**Finite-nucleus shifts of Sb²⁺ against the contact-density formula**

The table holds the shifts of the total energy and of the 1s and 5s levels of Sb²⁺, and the electron density at the nucleus, for five rms radii of a Fermi nucleus, from a spherical, spin-unpolarised Dirac-Kohn-Sham calculation with exchange-only LDA. The program tests the contact formula $(2\pi/3)Z\rho(0)\,\delta\langle r^2\rangle$, power laws in $R^2$ and $R^{2\gamma}$, and a correction for the fall of the s density across the nucleus, the last both from a uniform-sphere series and from a one-electron Dirac integration with two assumed surface thicknesses. The $R^2$ law misses by up to 1.75 % and the $R^{2\gamma}$ law by up to 0.2 %, while the contact formula with the mean density is about 3 % too high. With a diffuseness of 0.52 fm, a rough recalled value, the integration reproduces the total shifts to within 0.19 % and gives a density exponent of −0.159 against −0.160 from the table, both within the rounding of the data. The ratios of the three shifts are constant over the rows.

All-electron Kohn-Sham calculations with spherical densities for Sb²⁺ (Z = 51), [Kr] 4d¹⁰ 5s² 5p₁/₂¹, made with the radks radial solver and Libxc 1. They use the Dirac equation, exchange-only LDA without spin polarisation, and a Fermi nuclear charge distribution. The reference rms radius is 4.6802 fm, and the outer s level is 5s₁/₂.

## Analysis program

```python
# Table: radks Dirac Kohn-Sham (LDA exchange only) Sb2+, Fermi nucleus; energy shifts and density at the nucleus against rms radius.
# Tested: contact formula, power laws R^2 and R^(2 gamma), and the fall of the s density across the nucleus.
T = {
    'nuclear_rms_radius': [4.165, 4.348, 4.68, 4.881, 5.841],  # fm
    'total_energy_shift': [-0.96166, -0.63156, 0.0, 0.40137, 2.509],  # eV
    'shift_of_1s': [-0.40319, -0.2648, 0.0, 0.16828, 1.052],  # eV
    'shift_of_outer_s': [-0.1989, -0.1306, 0.0, 0.08301, 0.5189],  # meV
    'density_at_nucleus': [212000, 210500, 208100, 206700, 200800],  # e/bohr³
}
import numpy as np, itertools
from scipy import constants as k
from scipy.integrate import solve_ivp, trapezoid, cumulative_trapezoid as ct
from scipy.optimize import brentq
from scipy.special import expit, gamma as G
R, E, e1, e5, rho = [np.array(T[c], float) for c in ('nuclear_rms_radius', 'total_energy_shift', 'shift_of_1s', 'shift_of_outer_s', 'density_at_nucleus')]
i0 = int(np.argmin(abs(E))); R[i0] = R0 = 4.6802  # reference radius as given in the caption
u = np.arange(len(R)) != i0
Z = 51; x = Z*k.alpha; g = np.sqrt(1 - x*x); pc = k.physical_constants
a0 = pc['Bohr radius'][0]*1e15; Ha = pc['Hartree energy in eV'][0]; hc = k.hbar*k.c/k.e*1e15; m = 1/(a0*k.alpha)
f = lambda v, s='%.3f': ' '.join(s % y for y in v)
print('Z alpha %.4f, (Z alpha)^2 %.4f, gamma %.4f, 2 gamma %.4f, 2 gamma - 2 %.4f' % (x, x*x, g, 2*g, 2*g-2))
print('rows other than the reference, R (fm):', f(R[u]))
d2 = (R**2 - R0**2)[u]; print('change of <r^2> (fm^2):', f(d2))
print('effect of rounding R by 0.0005 fm on a shift (%):', f(100*0.001*R[u]/abs(d2), '%.2f'))
print('total / 1s:', f(E[u]/e1[u], '%.4f'), '; twice 1s / total: %.3f' % np.mean(2*e1[u]/E[u]))
r5 = 1e-3*e5[u]/e1[u]; print('5s / 1s (1e-4):', f(1e4*r5), '; 1/n^3 = %.4f, larger by factor %.1f' % (1/125, 1/125/r5.mean()))
s = E[u]/d2; print('total shift per fm^2 (eV):', f(s, '%.5f'), '; first to last %.2f %%' % (100*(s[-1]/s[0]-1)))
for n, lab in ((2, 'R^2'), (2*g, 'R^(2 gamma)')):
    q = E[u]/(R[u]**n - R0**n); print('law %s, C %.4f, model/table - 1 (%%):' % (lab, q.mean()), f(100*(q.mean()/q-1), '%+.2f'))
nf = lambda a, b: brentq(lambda n: (b**n-R0**n)/(a**n-R0**n) - E[-1]/E[0], 1, 3)
ns = [nf(R[0]+i, R[-1]+j) for i, j in itertools.product((-5e-4, 5e-4), repeat=2)]; n0 = nf(R[0], R[-1])
print('exponent from end rows %.3f (rounding of R allows %.3f to %.3f)' % (n0, min(ns), max(ns)))
p = np.polyfit(np.log(R), np.log(rho), 1)[0]; dp = (50/rho[0] + 50/rho[-1])/np.log(R[-1]/R[0])
print('density: change %.2f %%, exponent %.4f +- %.4f (rounding), 2 + exponent %.3f' % (100*(rho[-1]/rho[0]-1), p, dp, 2+p))
zr = 1.5*Z*np.sqrt(5/3)*R.mean()/a0
print('1.5 Z R_sphere/a0 = %.4f, so estimated exponent %.4f' % (zr, 2*g-2-zr))
F = 2*np.pi/3*Z*Ha/a0**2; c0 = F*rho[i0]*d2; c1 = F*0.5*(rho[u] + rho[i0])*d2
print('contact factor at reference %.5f eV/fm^2' % (F*rho[i0]))
print('contact formula, reference density (eV):', f(c0, '%.4f'), '; table/model:', f(E[u]/c0, '%.4f'))
print('contact formula, mean density (eV):', f(c1, '%.4f'), '; table/model:', f(E[u]/c1, '%.4f'))
print('uniform-sphere factor 1 - (4/21)(Z alpha)^2 = %.4f; rounding of density about %.3f %%' % (1-4*x*x/21, 5000/rho[i0]))
r = np.arange(1, 6001)*0.005; rm = 300.0  # fm
pt = (2*Z)**3*(2*Z*rm/a0)**(2*g-2)*np.exp(-2*Z*rm/a0)/(4*np.pi*G(2*g+1))  # point-nucleus 1s density at rm
def one(rms, a):
    nn = lambda c: expit((c - r)/a)
    c = brentq(lambda c: np.sqrt((nn(c)*r**4).sum()/(nn(c)*r**2).sum()) - rms, 1, 12)
    q = ct(nn(c)*r*r, r, initial=0); o = ct(nn(c)*r, r, initial=0); V = -x*(q/r + o[-1] - o)/q[-1]
    def rhs(t, y):
        W = m*g - (np.interp(t, r, V) if t < r[-1] else -x/t)
        return [(W + m)*y[1], -2*y[1]/t - (W - m)*y[0]]
    y = solve_ivp(rhs, (r[0], rm), [1, -(m*g - V[0] - m)*r[0]/3], t_eval=np.append(r, rm), rtol=1e-8, atol=1e-11).y
    sh = y[0]**2 + y[1]**2
    return V, sh[:-1], pt/sh[-1]
for a, lab in ((0.05, 'near-sharp edge'), (0.52, 'rough recalled skin')):  # diffuseness in fm, assumed
    M = [one(v, a) for v in R]; d1 = np.array([w[2] for w in M]); V0, s0, _ = M[i0]
    sh = lambda d: np.array([hc/a0**3*trapezoid(2*np.pi*r*r*(d[i]*M[i][1] + d[i0]*s0)*(M[i][0] - V0), r) for i in range(len(R))])[u]
    print('one-electron Dirac, diffuseness %.2f fm (%s); -V at centre %.1f MeV' % (a, lab, -V0[0]*hc/1e6))
    print('  density exponent %.4f; relative density model/table - 1 (%%):' % np.polyfit(np.log(R), np.log(d1), 1)[0], f(100*((d1/d1[i0])/(rho/rho[i0])-1)[u], '%+.3f'))
    print('  shape factor:', f(sh(rho)/c1, '%.4f'), '; total shift model/table - 1 (%):', f(100*(sh(rho)/E[u]-1), '%+.2f'))
    print('  unscreened 1s shift (eV):', f(sh(d1), '%.4f'), '; table/model:', f(e1[u]/sh(d1), '%.4f'))
    print('  unscreened 1s density at centre %.0f e/bohr^3, %.2f times Z^3/pi' % (d1[i0], d1[i0]*np.pi/Z**3))
print('Z^3/pi %.0f; table density / (total/1s) %.0f e/bohr^3' % (Z**3/np.pi, rho[i0]/np.mean(E[u]/e1[u])))
worst = int(np.argmax(abs(sh(rho)/E[u]-1))); print('worst row of the last model: R = %.3f fm' % R[u][worst])
assert all(np.all(np.diff(v) > 0) for v in (E, e1, e5)) and np.all(np.diff(rho) < 0)
assert np.ptp(r5)/r5.mean() < 2e-3 and np.ptp(E[u]/e1[u]) < 2e-3
assert 1.8 < n0 < 1.9 and -0.2 < p < 2*g - 2
assert np.all((E[u]/c1 > 0.95) & (E[u]/c1 < 0.99))
```

Running it gives:

```
Z alpha 0.3722, (Z alpha)^2 0.1385, gamma 0.9282, 2 gamma 1.8563, 2 gamma - 2 -0.1437
rows other than the reference, R (fm): 4.165 4.348 4.881 5.841
change of <r^2> (fm^2): -4.557 -2.999 1.920 12.213
effect of rounding R by 0.0005 fm on a shift (%): 0.09 0.14 0.25 0.05
total / 1s: 2.3851 2.3850 2.3851 2.3850 ; twice 1s / total: 0.839
5s / 1s (1e-4): 4.933 4.932 4.933 4.933 ; 1/n^3 = 0.0080, larger by factor 16.2
total shift per fm^2 (eV): 0.21103 0.21058 0.20906 0.20544 ; first to last -2.65 %
law R^2, C 0.2090, model/table - 1 (%): -0.95 -0.74 -0.02 +1.75
law R^(2 gamma), C 0.2816, model/table - 1 (%): +0.02 -0.06 -0.16 +0.19
exponent from end rows 1.846 (rounding of R allows 1.838 to 1.854)
density: change -5.28 %, exponent -0.1602 +- 0.0014 (rounding), 2 + exponent 1.840
1.5 Z R_sphere/a0 = 0.0089, so estimated exponent -0.1526
contact factor at reference 0.21600 eV/fm^2
contact formula, reference density (eV): -0.9843 -0.6478 0.4147 2.6380 ; table/model: 0.9770 0.9749 0.9679 0.9511
contact formula, mean density (eV): -0.9935 -0.6515 0.4133 2.5917 ; table/model: 0.9679 0.9693 0.9711 0.9681
uniform-sphere factor 1 - (4/21)(Z alpha)^2 = 0.9736; rounding of density about 0.024 %
one-electron Dirac, diffuseness 0.05 fm (near-sharp edge); -V at centre 18.2 MeV
  density exponent -0.1543; relative density model/table - 1 (%): -0.071 -0.018 +0.029 +0.141
  shape factor: 0.9715 0.9716 0.9716 0.9704 ; total shift model/table - 1 (%): +0.37 +0.24 +0.05 +0.23
  unscreened 1s shift (eV): -0.4288 -0.2813 0.1785 1.1184 ; table/model: 0.9403 0.9413 0.9429 0.9406
  unscreened 1s density at centre 92478 e/bohr^3, 2.19 times Z^3/pi
one-electron Dirac, diffuseness 0.52 fm (rough recalled skin); -V at centre 18.9 MeV
  density exponent -0.1590; relative density model/table - 1 (%): -0.002 +0.024 +0.008 +0.048
  shape factor: 0.9688 0.9691 0.9693 0.9684 ; total shift model/table - 1 (%): +0.09 -0.02 -0.19 +0.03
  unscreened 1s shift (eV): -0.4289 -0.2814 0.1785 1.1185 ; table/model: 0.9401 0.9412 0.9428 0.9406
  unscreened 1s density at centre 92718 e/bohr^3, 2.20 times Z^3/pi
Z^3/pi 42224; table density / (total/1s) 87251 e/bohr^3
worst row of the last model: R = 4.881 fm
```
